# Leading shell correction to the Bethe stopping number and its range of validity in gold

## Statement

Gaussian units are used in formulas; numbers are in atomic units ($v_0=e^2/\hbar$, $a_0$, $E_h$) unless marked. A heavy point projectile of charge $Z_1e$ and speed $v$ crosses $n_a$ atoms per volume with $Z$ electrons each. In the non-relativistic first Born approximation
$$-\frac{dE}{dx}=\frac{4\pi Z_1^2e^4 n_aZ}{mv^2}\,L,\qquad L=\ln\frac{2mv^2}{I}-C(v),$$
where $I$ is the mean excitation energy and $C$ the shell correction per electron.

**Result.** If $v$ exceeds the speed of practically every target electron,
$$L=\ln\frac{2mv^2}{I}-\frac{\langle v_e^2\rangle}{v^2}+O(v^{-4})$$
for independent electrons, with $\langle v_e^2\rangle=2T/Zm$ and $T$ the ground-state kinetic energy. A Fermi gas in the random-phase approximation (RPA) has $I=\hbar\omega_p$ and the term $-\tfrac35v_F^2/v^2$; an isotropic oscillator has $I=\hbar\omega$ and $-3\hbar\omega/2mv^2$. Explicit Coulomb repulsion $V_{ee}$ between the electrons replaces $2T$ by $2T+\tfrac2{15}V_{ee}$.

**Range.** The condition must hold shell by shell. Applied to all electrons of gold at $v=20\,v_0$, the formula gives $C=1.301$, which is wrong; a Thomas–Fermi model that respects the condition gives about 0.4.

## Proof

With $Q=\hbar^2q^2/2m$ and orientation-averaged generalized oscillator strengths per electron, $f_n(q)=(E_n/ZQ)\,|\langle n|\sum_je^{iqz_j}|0\rangle|^2$, the Bethe integral is
$$L=\sum_n\int_{E_n/\hbar v}^\infty\frac{dq}{q}f_n(q),\qquad \sum_nf_n(q)=1\ \text{for every }q.$$
Split it at $q_0$, with $u_0=\hbar q_0/2m$ chosen so that $v_e\ll u_0\ll v$.

*Close collisions.* For $q>q_0$ the electron recoils freely: $E=Q+\hbar qv_z$, with weight $E/Q=1+v_z/u$, $u=\hbar q/2m$. The condition $E<\hbar qv$ reads $u<v-v_z$. With $x=v_z/v$ and $\langle v_z\rangle=0$,
$$L_>=\Big\langle\int_{u_0}^{v-v_z}\frac{du}{u}\Big(1+\frac{v_z}{u}\Big)\Big\rangle=\ln\frac v{u_0}+\Big\langle\ln(1-x)-\frac x{1-x}\Big\rangle=\ln\frac v{u_0}-\frac32\langle x^2\rangle-\frac54\langle x^4\rangle-\dots$$
Isotropy gives $\tfrac32\langle x^2\rangle=\langle v_e^2\rangle/2v^2$. Binding forces change the recoil spectrum near $u\approx v$ only in relative order $Q^{-2}\propto v^{-4}$.

*Distant collisions.* Write $f_n(q)=f_n(0)+a_nq^2+\dots$. The sum rule makes $\sum_n\int_0^{q_0}[f_n(q)-f_n(0)]\,dq/q$ vanish, so with $\ln I=\sum_nf_n(0)\ln E_n$
$$L_<=\ln\frac{\hbar q_0v}{I}-\sum_n\int_0^{E_n/\hbar v}[f_n(q)-f_n(0)]\frac{dq}q=\ln\frac{\hbar q_0v}I-\frac{\sum_na_nE_n^2}{2\hbar^2v^2}-\dots$$
The sum is the $q^2$ coefficient of a moment fixed by commutators with the Hamiltonian. For an external potential $V$ and a pair potential $w$,
$$\sum_nf_n(q)E_n^2=Q^2+3\hbar^2q^2\langle v_z^2\rangle+\frac{\hbar^2}{mZ}\Big\langle\sum_j\partial_z^2V(\mathbf r_j)+\sum_{j\ne k}\partial_z^2w(\mathbf r_{jk})\,(1-\cos qz_{jk})\Big\rangle .$$
Without $w$ the coefficient is $\hbar^2\langle v_e^2\rangle$, and distant collisions supply a second $-\langle v_e^2\rangle/2v^2$. The logarithms add to $\ln(2mv^2/I)$. For $w=e^2/r$ the angular mean of $z^2\partial_z^2w$ is $\tfrac4{15}e^2/r$, which adds $\tfrac4{15}\hbar^2V_{ee}/mZ$ to the coefficient and $-\tfrac2{15}V_{ee}/Zmv^2$ to $L$.

*Special cases.* The oscillator ground state has $T=\tfrac34\hbar\omega$, so $\langle v_e^2\rangle=3\hbar\omega/2m$, and all dipole strength lies at $\hbar\omega$. In the RPA gas the strength is read from the loss function, the plasmon holds all of it as $q\to0$, the moment is $\hbar^2\omega_p^2+\tfrac35\hbar^2v_F^2q^2+Q^2$, and $\langle v_e^2\rangle=\tfrac35v_F^2$.

## Thomas–Fermi gold

The Thomas–Fermi functional is minimized with the Lenz–Jensen trial density. With $r=\ell y^2$ and the approximate shape parameter $s=0.265$ as input, the electron fraction in $dy$ and the local Fermi velocity are
$$p(y)\,dy=\frac{y^2e^{-y}(1+sy)^3}{P}\,dy,\qquad v_F(y)=\kappa\,\frac{e^{-y/3}(1+sy)}{y},$$
with $P=2+18s+72s^2+120s^3=14.06$ and $\kappa=(3\pi Z/8P)^{1/3}/\ell$. The energies are $T=tZ^{5/3}/\ell^2$, $V_{ne}=-aZ^2/\ell$, $V_{ee}=bZ^2/\ell$, where
$$t=\tfrac3{10}\Big(\frac{3\pi}{8P}\Big)^{2/3}\frac JP=0.006449,\qquad J=\int_0^\infty e^{-5y/3}(1+sy)^5dy=1.578,$$
$$a=\int_0^\infty\frac{p}{y^2}\,dy=0.16558,\qquad b=\int_0^\infty\frac{p(y)}{y^2}\int_0^yp(y')\,dy'\,dy=0.02485 .$$
Minimizing over $\ell$ gives $\ell=2tZ^{-1/3}/(a-b)=0.09165\,Z^{-1/3}a_0$ and $T=(a-b)^2Z^{7/3}/4t=0.7678\,Z^{7/3}E_h$. For $Z=79$: $\ell=0.02136\,a_0$, $\kappa=87.9\,v_0$, $\langle v_e^2\rangle=520.5\,v_0^2$, an rms speed of $22.8\,v_0$. Since $V_{ee}/T=2b/(a-b)=0.353$, the pair term is 2.4 % of the kinetic one and is dropped. The typical value $I=790$ eV $=29.03\,E_h$ and the molar mass 196.97 g/mol enter as inputs.

## Wrong attempt

**The calculation in this section is wrong.** Take a proton with $v=20\,v_0$ (10.2 MeV).

1. $\ln(2mv^2/I)=\ln(800/29.03)=3.316$.
2. The logarithm is large, so the projectile is fast, and the asymptotic term may be averaged over the whole atom: $C_{\rm as}=\int_0^\infty p\,\tfrac35v_F^2/v^2\,dy=520.5/400=1.301$.
3. $L=3.316-1.301=2.015$.
4. The prefactor $4\pi N_Ae^4Z/(Amv^2)$ is 5.782 MeV cm²/g, so the mass stopping power is 11.7 MeV cm²/g (wrong).

## Symptom

The number looks harmless, but the formula behind it does not survive a change of speed. The combination $\ln(2mv^2/I)-\langle v_e^2\rangle/v^2$ vanishes at $v=14.1\,v_0$ (5.0 MeV) and equals $-3.275$ at $10\,v_0$. A ground-state target has $E_n>0$ and $f_n\ge0$, so the Bethe integral cannot be negative: gold would be feeding energy to the proton.

A second sign is that the next term does not exist. The series continues with $\langle v_e^4\rangle/v^4$, and $p\,v_F^4\to\kappa^4/Py^2$ as $y\to0$, so the average diverges at the nucleus.

## The faulty line

Line 2 is at fault. A large logarithm tests $2mv^2$ against $I$, a logarithmic mean to which the numerous outer electrons contribute heavily. The proof needed more: a $u_0$ between $v_e$ and $v$, and $|x|<1$ for the series in $x=v_z/v$. The average $\langle v_e^2\rangle$ is dominated by the inner shells, where neither holds. At $v=20\,v_0$ the equality $v_F=v$ is reached at $y_v=2.94$, $r=0.184\,a_0$. The sphere inside holds a fraction 0.27 of the electrons, about 21, yet 0.92 of $\langle v_e^2\rangle$. Nearly the whole of $C_{\rm as}$ was thus collected where the expansion diverges.

An electron that is too fast to be excited efficiently contributes a small non-negative stopping number. Its shell correction is then at most the logarithm assigned to it and cannot grow as $v_e^2/v^2$. Where $v_F=4v$, line 2 subtracts 9.6, while the local logarithm defined below is only 0.26.

## Mended calculation

Treat each volume element as an electron gas (local plasma approximation) with resonance frequency $\Omega=\gamma\omega_p$, where $\omega_p=(4/3\pi)^{1/2}v_F^{3/2}$ in atomic units and $\gamma$ stands in for atomic binding. The geometric mean $\exp\int p\ln\hbar\omega_p\,dy$ is 599 eV; $\gamma=1.32$ is chosen so that the model reproduces the input $I$. The local stopping number is needed on both sides of $v_F=v$.

*Slow electrons, $v_F<v$.* Put all strength in one mode that exhausts the two moments used above,
$$\omega_q^2=\Omega^2+\tfrac35v_F^2q^2+\tfrac14q^4 .$$
The mode is excited for $\omega_q<qv$, between the roots $q_\pm^2=2[\sigma\pm(\sigma^2-\Omega^2)^{1/2}]$ with $\sigma=v^2-\tfrac35v_F^2$. Since $q_+q_-=2\Omega$,
$$L_{\rm hi}=\ln\frac{q_+}{q_-}=\operatorname{arcosh}\frac{v^2-\tfrac35v_F^2}{\Omega}=\ln\frac{2v^2}\Omega-\frac35\frac{v_F^2}{v^2}+O(v^{-4}),$$
which contains the proven term.

*Fast electrons, $v_F>v$.* Only low-energy electron–hole pairs with $q<2k_F$ are excited, through a statically screened potential. In Lindhard's variables $z=q/2k_F$, $\eta=\omega/qv_F$, the RPA gives $L=(6/\pi)\int_0^{v/v_F}\eta\,d\eta\int dz\,z^3f_2/[(z^2+\chi^2f_1)^2+\chi^4f_2^2]$, where $f_1+if_2$ is the reduced response function. For small $\eta$, $f_2=\pi\eta/2$ when $z<1$ and zero beyond. With Thomas–Fermi screening, $f_1=1$, and $\chi^2=\gamma^2/\pi v_F$, rescaled as $\omega_p^2$ was,
$$L_{\rm lo}=\Big(\frac v{v_F}\Big)^3\int_0^1\frac{z^3dz}{(z^2+\chi^2)^2}=\frac12\Big(\frac v{v_F}\Big)^3\Big[\ln\Big(1+\frac1{\chi^2}\Big)-\frac1{1+\chi^2}\Big].$$
Extending this form up to $v_F=v$ is an interpolation. There, for $v=20\,v_0$, the branches give 1.36 and 1.32, so the joint is nearly smooth.

The model's shell correction is
$$C=\int_{y_v}^\infty p\Big[\ln\frac{2v^2}\Omega-L_{\rm hi}\Big]dy+\int_0^{y_v}p\,\ln\frac{2v^2}\Omega\,dy-\int_0^{y_v}p\,L_{\rm lo}\,dy .$$
At $20\,v_0$ the three integrals are 0.14, 0.40 and 0.13, so $C=0.41$, $L=2.91$, and the model's mass stopping power is 16.8 MeV cm²/g.

| $v/v_0$ | proton energy (MeV) | electrons with $v_F>v$ | their share of $\langle v_e^2\rangle$ | $C_{\rm as}$ (wrong) | $C$ | $L$ (wrong) | $L$ |
|---|---|---|---|---|---|---|---|
| 10 | 2.5 | 0.54 | 0.98 | 5.205 | 0.40 | −3.275 | 1.53 |
| 20 | 10.2 | 0.27 | 0.92 | 1.301 | 0.41 | 2.015 | 2.91 |
| 50 | 69 | 0.056 | 0.68 | 0.208 | 0.16 | 4.941 | 4.99 |

Energies follow from relativistic kinematics. The wrong columns are plain arithmetic on the formula and carry three decimals for that reason only.

The least secure piece is $L_{\rm lo}$, since real inner shells have excitation gaps that a gas lacks. Dropping it altogether raises $C$ at $20\,v_0$ to 0.53, so the model supports one figure, $C\approx0.4$. Among the terms outside the non-relativistic Born formula at that speed, the relativistic one, $-\ln(1-\beta^2)-\beta^2=0.0002$ with $\beta=v/c$, and the Bloch term, $-\zeta(3)(v_0/v)^2=-0.003$, are negligible. The Barkas term, estimated roughly as $\tfrac{3\pi}2(e^2I/\hbar mv^3)L$, is $+0.05$; at $10\,v_0$ it reaches $+0.2$, half of $C$, so that row corrects the Born term only.

## Size of the error and range of validity

The slip overstates the model's shell correction by factors of 13, 3.2 and 1.3 at 10, 20 and $50\,v_0$. At $20\,v_0$ it lowers $L$ and the stopping power by 31 % (28 % if $L_{\rm lo}$ is dropped); at $50\,v_0$ by 1 %; below $14\,v_0$ it reverses the sign.

The approach to the asymptote is slow. For $v\gg\kappa$, $y_v\approx\kappa/v$, and the share of $\langle v_e^2\rangle$ held by electrons with $v_F>v$ falls only as $\kappa/Jv=56\,v_0/v$; in the Thomas–Fermi atom the remainder is therefore $O(v^{-3})$. That tail comes from the unphysical density inside $r\sim a_0/Z$, which also inflates $T$: the Scott term $Z^2E_h/2$ would remove 15 % of it, far too little to rescue line 2. In a quantum atom the scale is the K-shell speed. Two hydrogenic 1s electrons with $v_e^2=Z^2v_0^2$ contribute $2Z=158\,v_0^2$ to $\langle v_e^2\rangle$, 30 % of the total used above, and $Zv_0=0.58\,c$. The condition $v\gg Zv_0$ cannot be met well for gold, so the whole-atom asymptotic term is never quantitative there; it may be used for those shells that are slower than the projectile.

The value $C\approx0.4$ belongs to the model. Shell corrections typically adopted for gold near 10 MeV are around 0.3, so the model is high by roughly a third in $C$, which makes its $L$ low by a few per cent.